**Notebook page: 4p and 5s levels of cadmium under five treatments of exchange and correlation**

Scalar-relativistic all-electron Kohn-Sham calculations with Quantum ESPRESSO ld1.x 7.5 for the neutral Cd atom (Z = 48, [Kr] 4d10 5s2), with spherical densities and a point nucleus. Eigenvalues are negative for bound levels, and SIC is the Perdew-Zunger self-interaction correction.

| functional | spin polarised | correction | eigenvalue (4p) (eV) | eigenvalue (5s) (eV) | mean radius (4p) (bohr) | mean radius (5s) (bohr) | ε(5s) − ε(4p) (eV) |
| --- | --- | --- | --- | --- | --- | --- | --- |
| LDA-PZ | spin-polarised | SIC | -76.030 | -8.9023 | 0.96162 | 2.8832 | 67.1282 |
| LDA-PW92 | spin-polarised | SIC | -76.035 | -8.8989 | 0.96164 | 2.8831 | 67.1362 |
| LDA-PZ | spin-polarised | Latter tail | -68.009 | -7.2199 | 0.95946 | 3.0781 | 60.7887 |
| PBE | no spin polarisation | none | -66.967 | -5.6595 | 0.96021 | 2.8994 | 61.3078 |
| Xalpha 1.0 | no spin polarisation | none | -73.362 | -7.3229 | 0.94330 | 2.6834 | 66.0391 |

Here $\varepsilon$ is the Kohn-Sham eigenvalue and $\langle r\rangle$ the mean radius. SIC is the orbital-by-orbital self-interaction correction, and the Latter tail replaces the outer potential by $-1/r$ where it would be shallower. Every row is the closed shell 4d¹⁰5s² with zero moment, so the spin setting should not drive any difference. Both levels are filled and 4d lies between them, so $\varepsilon(5s)-\varepsilon(4p)$ is not an excitation gap. Values for other shells and the Slater integrals come from the same runs and are less well vetted. The printed analysis follows the text.

**1. 4p is deeper and smaller in every row. Does one screened charge describe it?**

It does not. The hydrogenic relations $\varepsilon=-Z_{\rm eff}^2/2n^2$ and $\langle r\rangle=[3n^2-l(l+1)]/2Z_{\rm eff}$ give, for LDA-PZ with SIC, 9.5 from the energy and 23.9 from the radius for 4p, and 4.0 and 13.0 for 5s. The two quantities probe different things. The radius follows the force where the orbital sits, which depends on the charge inside it. The eigenvalue is measured from infinity and also contains the repulsion of charge around and outside the orbital, and a spherical shell raises the potential inside itself without exerting a force there. For 4p the twelve 4d and 5s electrons supply about 250 eV of repulsion (from the Xalpha $F^0$ integrals) out of the 410 eV that separate the two estimates, and the overlapping 4s and 4p partners supply most of the rest. For 5s no shell lies outside, and the mismatch has another source: the orbital penetrates the core, so its outer lobe behaves as if it had a small charge and an effective quantum number far below 5.

**2. Which digits can be trusted?**

Changing the correlation fit from PZ to PW92 moves 4p by $-0.005$ eV and 5s by $+0.0034$ eV. Both exceed the rounding of a difference (0.001 and 0.0001 eV), so they are resolved but minor, while the radii change only in the last printed digit. Over all five rows, 4p spreads by 9.07 eV and 5s by 3.24 eV. The decimals describe each model atom, and even the units digit depends on the method. The 4p level is also an average over the spin-orbit pair, which is split by a few eV (rough, recalled), and Breit and QED terms are left out of every row.

**3. Why does SIC deepen 4p far more than 5s?**

In a local functional an electron is repelled by its own density $n_i$, and local exchange cancels this only in part. With orbitals frozen and correlation dropped, SIC removes both pieces:

$$\Delta\varepsilon_i=-\left(F^0_{ii}+\langle v_x[n_i]\rangle\right),\qquad \langle v_x[n_i]\rangle=-\left(\tfrac{6}{\pi}\right)^{1/3}\!\int n_i^{4/3}\,d^3r .$$

$F^0_{ii}$ is the Coulomb integral of the orbital density with itself. Both terms scale as inverse length, so $\Delta\varepsilon_i=-cF^0_{ii}$ with $c$ fixed by shape alone. For a hydrogenic 1s density, $F^0=0.625\,Z$ and $\int n^{4/3}=8\pi^{-1/3}(3/8)^3Z$, which gives a shift of $-0.268\,Z$ hartree and $c=0.268/0.625\approx0.43$. For the 1s level, which was not fitted, the deepening divided by $\langle 1/r\rangle$, in atomic units, is 0.255 against the Latter row and 0.233 against PBE.

For 5s, $F^0=9.17$ eV (Xalpha orbitals). The unfitted estimate is $0.428\times9.17=3.92$ eV against 3.24 eV found between SIC and PBE, too large by $3.92/3.24=1.21$. A one-parameter fit to the SIC minus PBE shifts of 4s, 4p, 4d and 5s gives $c=0.349$, and then $0.349\times9.17=3.20$ eV; this level was part of the fit. The rms residual is 0.09 eV, against 2.52 eV for a rigid shift.

That quality is partly luck. Rescaling $F^0$ to the SIC radii raises the rms to 0.22 eV, about the 0.25 eV of a plain $k/\langle r\rangle$ law, and the PBE baseline changes the functional along with the correction. The numbers show a shift that goes as inverse size, not a precise $c$. The six inner shells, which were not fitted, agree: the deepening from PBE times $\langle r\rangle$ stays between 8.3 and 10.0 eV bohr for all ten shells, highest for the nodeless 1s, 2p and 3d, as a shape-dependent $c$ would suggest. The dropped self-correlation term is negative and lowers $c$; how much comes from it, from orbital shape or from relaxation is a guess. Contraction of 4p is excluded as the cause, since its radius with SIC is 0.2% larger than with the Latter tail.

**4. Why does the energy move so much more than the size?**

Between PBE and SIC the 5s level goes from $-5.66$ to $-8.90$ eV while its radius changes by $-0.56\%$, so little that the sign may come from swapping PBE for LDA. Perturbation theory gives the reason. The level moves by the average of the added potential $\delta v$, whereas the shape changes through the matrix elements of $\delta v$ to other states, and these vanish for a constant. Only the variation of $\delta v$ across the orbital deforms it. The two pieces of the correction deform in opposite senses. Removing the self-repulsion deepens the inside most and would by itself contract the orbital appreciably, while removing the self-exchange raises the potential where the orbital is dense and pushes it outward. Their slopes largely cancel, so the net correction mostly lowers the floor. The 4p orbital sits in a steeper well with larger excitation energies, and its radius spreads by only 1.9% of the mean over the rows, against 13.7% for 5s.

**5. With the Latter tail, 5s is deeper than in PBE yet larger. How?**

The level drops by 1.56 eV and the radius grows by 6.2%, and the sum of $r^2$ over all electrons is larger too. The tail adds attraction only at large $r$ and none inside, so it lowers the level and draws amplitude outward. SIC gives the same $-1/r$ limit but deepens the potential through the body of the orbital as well, hence little change of size. The outward pull is the likely cause, though this pair also swaps LDA for PBE.

One pair shares the functional, LDA-PZ with SIC against LDA-PZ with the tail, but the tail row is not an uncorrected baseline. The deepening by SIC divided by $F^0$ is 0.30 to 0.31 for 4s, 4p and 4d but 0.18 for 5s, and a line $aF^0+b$ with $a=0.374$ and $b=-1.68$ eV fits all four within 0.16 eV. The tail row thus has all four levels already lowered, and a common offset weighs most on the small 5s shift. This row also has the smallest level separation, 60.79 eV. Its 4p lies 1.04 eV below PBE although the tail hardly reaches it. A wider 5s pair repels everything inside it less, by about 1.1 eV on a crude count, and nearly equally, as an outer shell should: 4s and 4d lie 0.95 and 1.15 eV below PBE. This is the likely cause. It cannot be read off the deep levels, where the change of functional is larger and 1s and 3s lie above their PBE values.

**6. Xalpha 1.0 comes within 1.09 eV of the SIC separation. Is it the same physics?**

No. Its potential is 1.5 times local exchange, proportional to $\rho^{1/3}$ of the total density, with no correlation. The extra attraction is strong where the atom is dense and fades quickly outward. Relative to 5s it therefore favours 4p more than SIC does (the 4p/5s ratio of shifts from PBE is 3.84 against 2.79, although in eV SIC lowers 4p more, and the contracted density screens back much of the extra attraction), and its steep slope pulls orbitals in: every shell has its smallest radius in this row. Self-interaction remains, and there is no $-1/r$ tail. Xalpha and Latter give nearly the same 5s level, $-7.32$ and $-7.22$ eV, with radii of 2.68 and 3.08 bohr, so binding does not fix size.

**7. Which 5s eigenvalue estimates the ionisation energy?**

For the exact Kohn-Sham potential the highest level equals minus the ionisation energy, about 9 eV for Cd (rough, recalled). Relative to that, $-\varepsilon(5s)$ is low by about 1% with SIC, 20% with the tail, 19% for Xalpha and 37% for PBE, whose potential decays too fast. A correct tail alone is evidently not enough here. The SIC agreement concerns one atom and a rough reference. Janak's theorem, which makes an eigenvalue the derivative of the total energy with respect to occupation, fails for the Latter tail because that potential has no parent functional. Standard Perdew-Zunger SIC does obey it when each orbital density carries its occupation, but the correction as implemented in these runs is not variational, so here the SIC eigenvalues cannot be taken as such derivatives either. For 4p no such equality exists, and relaxation around the hole is missing.

**8. What would change for a neighbouring case?**

The scaling argument says that SIC widens the distance between a compact and a diffuse level. In Cd the 4d to 5s distance grows by $7.21-3.24=3.97$ eV from PBE to SIC. A more compact d shell, as in Zn, should be shifted further, and a cation, with contracted valence orbitals, should show larger valence shifts. Without relativity 5s would be larger and shallower, and its correction somewhat smaller. These are directions only, since $c$ was fitted on one atom.

Output of the analysis:

```
row: hydrogenic Zeff from energy / from <r>, 4p then 5s; -e5s vs IP ~9 eV (rough, recalled)
PZ-SIC    9.46/23.92  4.04/13.01  -1%  e4p/e5s 8.5 r5s/r4p 3.00
PW92-SIC  9.46/23.92  4.04/13.01  -1%  e4p/e5s 8.5 r5s/r4p 3.00
Latter    8.94/23.97  3.64/12.18  -20%  e4p/e5s 9.4 r5s/r4p 3.21
PBE       8.87/23.95  3.22/12.93  -37%  e4p/e5s 11.8 r5s/r4p 3.02
Xalpha    9.29/24.38  3.67/13.97  -19%  e4p/e5s 10.0 r5s/r4p 2.84
rounding floor of a difference: e4p 0.001, e5s 0.0001, gap 0.0001 eV; r4p 1e-5, r5s 1e-4 bohr
max |gap-(e5s-e4p)| = 0.0005 eV
spread e4p: 9.0680 eV = 12.6% of mean
spread e5s: 3.2428 eV = 42.7% of mean
spread gap: 6.3475 eV = 9.8% of mean
spread r4p: 0.0183 bohr = 1.9% of mean
spread r5s: 0.3947 bohr = 13.7% of mean
pair: d e4p, d e5s, d gap (eV); ratio d4p/d5s; d r4p, d r5s (bohr, %)
PW92-SIC-PZ-SIC: -0.005 +0.0034 +0.0080; -1.47; +0.00002 (+0.00) -0.0001 (-0.00)
PZ-SIC-Latter: -8.021 -1.6824 +6.3395; 4.77; +0.00216 (+0.23) -0.1949 (-6.33)
PZ-SIC-PBE: -9.063 -3.2428 +5.8204; 2.79; +0.00141 (+0.15) -0.0162 (-0.56)
Latter-PBE: -1.042 -1.5604 -0.5191; 0.67; -0.00075 (-0.08) +0.1787 (+6.16)
Xalpha-PBE: -6.395 -1.6634 +4.7313; 3.84; -0.01691 (-1.76) -0.2160 (-7.45)
Xalpha-PZ-SIC: +2.668 +1.5794 -1.0891; 1.69; -0.01832 (-1.91) -0.1998 (-6.93)
hydrogenic 1s, exchange only: c = 0.428; shift/<1/r> = 0.268
1s -shift/<1/r>: SIC-Latter 0.255, SIC-PBE 0.233
order 4s 4p 4d 5s; F0 (eV) +28.18 +25.96 +20.28 +9.17 ; rescaled to SIC radii +27.79 +25.47 +19.24 +8.53
4p/5s ratios: F0 2.83, rescaled F0 2.99, 1/<r> 3.00
deepening by SIC vs PBE (eV): +9.73 +9.06 +7.21 +3.24
  /F0: +0.345 +0.349 +0.356 +0.354  /rescaled F0: +0.350 +0.356 +0.375 +0.380
  c*F0: par 0.349, resid -0.11 +0.00 +0.13 +0.04, rms 0.09 eV, worst 4d
  c*F0 rescaled: par 0.358, resid -0.23 -0.06 +0.32 +0.19, rms 0.22 eV, worst 4d
  k/<r>: par 8.786, resid -0.26 -0.07 +0.39 +0.20, rms 0.25 eV, worst 4d
  rigid: par 7.311, resid +2.42 +1.75 -0.10 -4.07, rms 2.52 eV, worst 5s
deepening by SIC vs Latter (eV): +8.77 +8.02 +6.07 +1.68
  /F0: +0.311 +0.309 +0.299 +0.184  /rescaled F0: +0.316 +0.315 +0.315 +0.197
  c*F0: par 0.302, resid +0.25 +0.17 -0.07 -1.09, rms 0.57 eV, worst 5s
  c*F0 rescaled: par 0.311, resid +0.14 +0.11 +0.09 -0.97, rms 0.49 eV, worst 5s
  k/<r>: par 7.623, resid +0.11 +0.09 +0.14 -0.96, rms 0.49 eV, worst 5s
  rigid: par 6.135, resid +2.64 +1.89 -0.07 -4.45, rms 2.75 eV, worst 5s
vs Latter, a*F0+b: a 0.374, b -1.68 eV, resid -0.09 -0.01 +0.16 -0.07
Latter-PBE (eV): -0.95 -1.04 -1.15 -1.56
crude 4p de-screening by wider 5s: -1.1 eV; <1/r>5s -4.8%
Xalpha-PBE (eV): -6.84 -6.39 -4.79 -1.66  /F0: -0.243 -0.246 -0.236 -0.181
Xalpha-SIC (eV): +2.89 +2.67 +2.42 +1.58
Exc (hartree): Xalpha/1.5 -146.45, LDA Latter -149.16, PBE -154.30
```
